\section*{Time reversal and the cost of spinor CCSD: AuH, 12 electrons}

\subsection*{Conventions}
No-pair Hamiltonian $H$ (Dirac--Coulomb or two-component), no magnetic field. Time reversal $K=-i\Sigma_yK_0$, with $K_0$ complex conjugation, is antiunitary and $K^2=-1$ for one electron. Kramers pairs: $K\phi_p=\phi_{\bar p}$, $K\phi_{\bar p}=-\phi_p$. Indices $i,j,m$ are occupied, $a,b,c,d,e$ virtual; $o,v$ count pairs, $O=2o$, $V=2v$ spinors. One operation is one multiply-add; a complex one costs four real ones. We count the particle ladder per iteration,
\begin{equation}
R_{ij}^{ab}=\sum_{c<d}\langle ab\|cd\rangle\,\tau_{ij}^{cd},\qquad
\tau_{ij}^{cd}=t_{ij}^{cd}+t_i^ct_j^d-t_i^dt_j^c .
\label{ladder}
\end{equation}
AuH: Au $5d^{10}6s^1$ and H $1s^1$ correlated, $o=6$. The bond length (typically about 1.5~\AA) does not enter the count.

\subsection*{1. Estimate by hand}
\begin{itemize}
\item Valence space of triple-zeta size: about 60 spatial functions on Au, 15 on H, so $v\approx60+15-6=69\approx70$.
\item Three antisymmetric pair indices, a factor $1/2$ each: $(2o)^2(2v)^4/8=8o^2v^4$. With $8o^2=288\approx3\times10^2$ and $70^4\approx2.4\times10^7$: $7\times10^9$ complex operations.
\item Every residual has a time-reversed twin; compute one of the two: $3.5\times10^9$.
\item The molecule is linear. Each spinor has a projection $\omega$ of $\mathbf j$ on the axis, and $M=\omega_1+\omega_2$ is common to the pairs $ij$, $ab$, $cd$. With $|\omega|\sim3/2$, $|M|\sim2$: take five equal blocks, $M=-2,\dots,2$. Fraction kept: $5\,(1/5)^3=1/25$. The azimuthal phases integrate out, so the arithmetic is real.
\end{itemize}
\begin{equation}
N_{\rm est}\approx3.5\times10^9/25=1.4\times10^8\ \text{real operations}.
\end{equation}

\subsection*{2. Careful calculation}
\paragraph{Operators.} In Fock space
\begin{equation}
Ka_p^\dagger K^{-1}=a_{\bar p}^\dagger,\qquad Ka_{\bar p}^\dagger K^{-1}=-a_p^\dagger,\qquad KzK^{-1}=z^*,
\end{equation}
and likewise for annihilators. Then $Ka_i^\dagger a_{\bar i}^\dagger K^{-1}=-a_{\bar i}^\dagger a_i^\dagger=a_i^\dagger a_{\bar i}^\dagger$, so the closed-shell reference obeys $K\Phi=\Phi$. Also $KHK^{-1}=H$.

\paragraph{$[K,T]=0$.} $K$ maps each excited determinant onto another up to sign. Hence if $T$ solves $\langle\Phi_\mu|e^{-T}He^{T}|\Phi\rangle=0$, so does $KTK^{-1}$. The second-order starting amplitudes are $K$-symmetric and each iteration preserves the symmetry, so the solution reached has $KTK^{-1}=T$. Other roots of the nonlinear equations may break the symmetry; they come in pairs with conjugate energies.

\paragraph{Amplitudes.} With sums over pairs,
\begin{equation}
KT_1K^{-1}=\sum_{ia}\left(t_i^{a*}a_{\bar a}^\dagger a_{\bar i}-t_{\bar i}^{a*}a_{\bar a}^\dagger a_i-t_i^{\bar a*}a_a^\dagger a_{\bar i}+t_{\bar i}^{\bar a*}a_a^\dagger a_i\right).
\end{equation}
Matching coefficients with $T_1$:
\begin{equation}
t_{\bar i}^{\bar a}=t_i^{a*},\qquad t_{\bar i}^{a}=-t_i^{\bar a*}.
\end{equation}
General rule: flip every bar, conjugate, multiply by $(-1)^n$, $n$ the number of bars (the parity is the same on both sides). For doubles
\begin{equation}
t_{\bar i\bar j}^{\bar a\bar b}=t_{ij}^{ab*},\qquad
t_{\bar i\bar j}^{\bar ab}=-t_{ij}^{a\bar b*},\qquad
t_{\bar ij}^{\bar ab}=t_{i\bar j}^{a\bar b*}.
\end{equation}
For $j=i$, $b=a$ the last relation and two antisymmetry signs make $t_{i\bar i}^{a\bar a}$ real: $ov$ self-conjugate amplitudes. Integrals and $R_{ij}^{ab}$ obey the same rule.

\paragraph{Energy.} Antiunitarity means $\langle K\chi|K\psi\rangle=\langle\chi|\psi\rangle^*$, so
\begin{equation}
E^*=\langle K\Phi|Ke^{-T}He^TK^{-1}|K\Phi\rangle=E .
\end{equation}
The CC energy is real although $e^{-T}He^T$ is not Hermitian. A field breaks $K$: at 10~T, $\mu_BB=5.8\times10^{-4}$~eV (6.7~K); against an assumed denominator of 5~eV the amplitude relations fail by roughly $1\times10^{-4}$.

\paragraph{Cost without point group.} With $P_o=o(2o-1)$ and $P_v=v(2v-1)$ pairs, Eq.~\eqref{ladder} costs
\begin{equation}
N_{\rm U}=P_oP_v^2\to8o^2v^4,\qquad
N_{\rm R}=\tfrac12(P_oP_v+ov)P_v\to4o^2v^4
\end{equation}
complex operations, unrestricted and Kramers-restricted (one residual per twin pair). This is $32\,o^2v^4$ and $16\,o^2v^4$ real operations. One can go further. On pair states $K^2=+1$, so $|x\rangle+K|x\rangle$ and $i(|x\rangle-K|x\rangle)$ form a $K$-invariant basis in which integrals and $\tau$ are real: $8\,o^2v^4$ real operations. A closed-shell scalar ladder, split into symmetric and antisymmetric spatial pairs, costs $2(o^2/2)(v^2/2)^2=o^2v^4/4$. The three spinor schemes cost 128, 64 and 32 times as much.

\paragraph{Model space.} Assume, above the frozen core, Au $4s4p4d2f1g$ and H $3s2p1d$: shells $7s\,6p\,5d\,2f\,1g$, 73 pairs, $v=67$. Then $P_o=66$, $P_v=8911$, $ov=402$, $N_{\rm U}=5.24\times10^9$, $N_{\rm R}=2.62\times10^9$.

\paragraph{Linear symmetry.} A shell $l$ gives two spinors for each $|\omega|\le l-\frac12$ and one for $\omega=\pm(l+\frac12)$. The occupied orbitals $\sigma,\sigma,\pi,\delta$ give $|\omega|=\frac12,\frac12,(\frac12,\frac32),(\frac32,\frac52)$. Spinors $n_\omega=n_{-\omega}$:
\begin{center}
\begin{tabular}{lccccc}
$|\omega|$&1/2&3/2&5/2&7/2&9/2\\\hline
all&35&22&11&4&1\\
occupied&3&2&1&0&0\\
virtual&32&20&10&4&1
\end{tabular}
\end{center}
Pair counts $P(M)$ are the coefficients of $\frac12[g(x)^2-g(x^2)]$, $g(x)=\sum_\omega n_\omega x^\omega$:
\begin{center}
\begin{tabular}{lccccc}
$|M|$&0&1&2&3&4\\\hline
$P_o(M)$&14&11&9&4&2\\
$P_v(M)$&1541&1380&1050&658&360
\end{tabular}
\end{center}
$P_o$ vanishes for $|M|\ge5$. Reality: $\Theta=\sigma_vK$, with $\sigma_v$ a mirror containing the axis, is antiunitary, commutes with $H$ and $K$, keeps $\omega$, and has $\Theta^2=(-1)(-1)=+1$. Spinors and their partners can be chosen $\Theta$-invariant, which makes all integrals real. Unrestricted,
\begin{equation}
N_{\rm U}^{\rm lin}=\sum_MP_o(M)P_v(M)^2=3.32\times10^7+2\,(3.29\times10^7)=9.90\times10^7 .
\end{equation}
$K$ maps $M$ to $-M$, so $M<0$ is dropped. Block $M=0$ has 21574 residuals, among them the 402 self-conjugate ones, so $(21574+402)/2=10988$ are independent; they cost $10988\times1541=1.69\times10^7$. In total
\begin{equation}
N_{\rm R}^{\rm lin}=4.98\times10^7\ \text{real operations}.
\end{equation}
For real quantities the bar-flip rule is a linear symmetry, and splits $M=0$ into even and odd pair combinations, $14=10+4$ and $1541=804+737$. That block then costs $10\cdot804^2+4\cdot737^2=8.64\times10^6$ and the total is $4.15\times10^7$. The estimate did not use this step, so the comparison below is with $4.98\times10^7$.

\subsection*{3. Why the two differ}
\begin{equation}
\frac{N_{\rm est}}{N_{\rm R}^{\rm lin}}=2.81=1.206\times1.107\times2.118\times0.994 .
\end{equation}
\begin{itemize}
\item \emph{Rounding, 1.206.} The unrounded leading term is $8\cdot6^2\cdot67^4=5.80\times10^9$ against $7\times10^9$. Nearly all of it is $(70/67)^4=1.19$: the fourth power amplifies a small rounding.
\item \emph{Pauli diagonal, 1.107.} $O^2/2$ counts $i=j$. The correction is $(12/11)(134/133)^2$, dominated by the small occupied space.
\item \emph{Symmetry, 2.118.} The reduction is $N_{\rm U}/N_{\rm U}^{\rm lin}=52.95$, not 25.
\item \emph{Kramers, 0.994.} Self-conjugate residuals have no twin; the kept fraction is 0.5031. Halving is the most accurate step of the estimate.
\end{itemize}
The symmetry factor has two parts. The fullest block holds $1541/8911=0.173$ of the virtual pairs, not $1/5$; the fraction enters squared, $(8911/1541)^2=33.44$, a factor 1.34 above 25. The occupied pairs are also spread over $M$, and those with $M\ne0$ meet smaller virtual blocks: $52.95/33.44=1.58$. The flat five-block picture took an rms value near 2 as a half-range; its variance of $M$ is only 2. The true variances follow from drawing two distinct spinors out of $N$, $\sigma^2=2\langle\omega^2\rangle(N-2)/(N-1)$: $\sigma_o^2=3.48$, $\sigma_v^2=5.47$. Replace the normalised $P_o$, $P_v$ by Gaussians $G_o$, $G_v$:
\begin{equation}
\left[\int G_oG_v^2\,dM\right]^{-1}=2\pi\sigma_v^2\sqrt{1+2\sigma_o^2/\sigma_v^2}=34.4\times1.51\approx52 .
\end{equation}
The two factors mirror 33.44 and 1.58. The widths alone thus account for the discrepancy; the saving grows with the angular momenta in the basis.

\paragraph{What the ladder count leaves out.} In the usual factorisation the ring part needs two contractions of $O^3V^3$ each: building the intermediate $W_{mbej}$ and contracting it with $t_{im}^{ae}$. Relative to the leading ladder term this is $16\,o/v=1.43$; relative to the full count $N_{\rm U}=P_oP_v^2$ it is 1.59, and at $o=6$ the ladder exceeds them only for $v\ge106$. With linear symmetry they cost $2\sum_MQ(M)^3$, $Q(M)$ the number of particle-hole pairs with $\omega_a-\omega_i=M$: $1.60\times10^8$ unrestricted, 1.62 times $N_{\rm U}^{\rm lin}$. In this space the ladder is not the largest term of an iteration.

\paragraph{Status of the numbers.} They belong to the model space. All-electron spinor calculations on such a hydride with uncontracted bases typically retain more virtuals, roughly 100 to 200 pairs. By $v^4$ scaling at fixed $\omega$ distribution the model then falls short by a factor of about 5 to 79. The ratio of the two ring contractions to the ladder falls as $1/v$, from 1.62 to 1.08 at $v=100$ and 0.54 at $v=200$; the ladder overtakes them only above about 108 virtual pairs.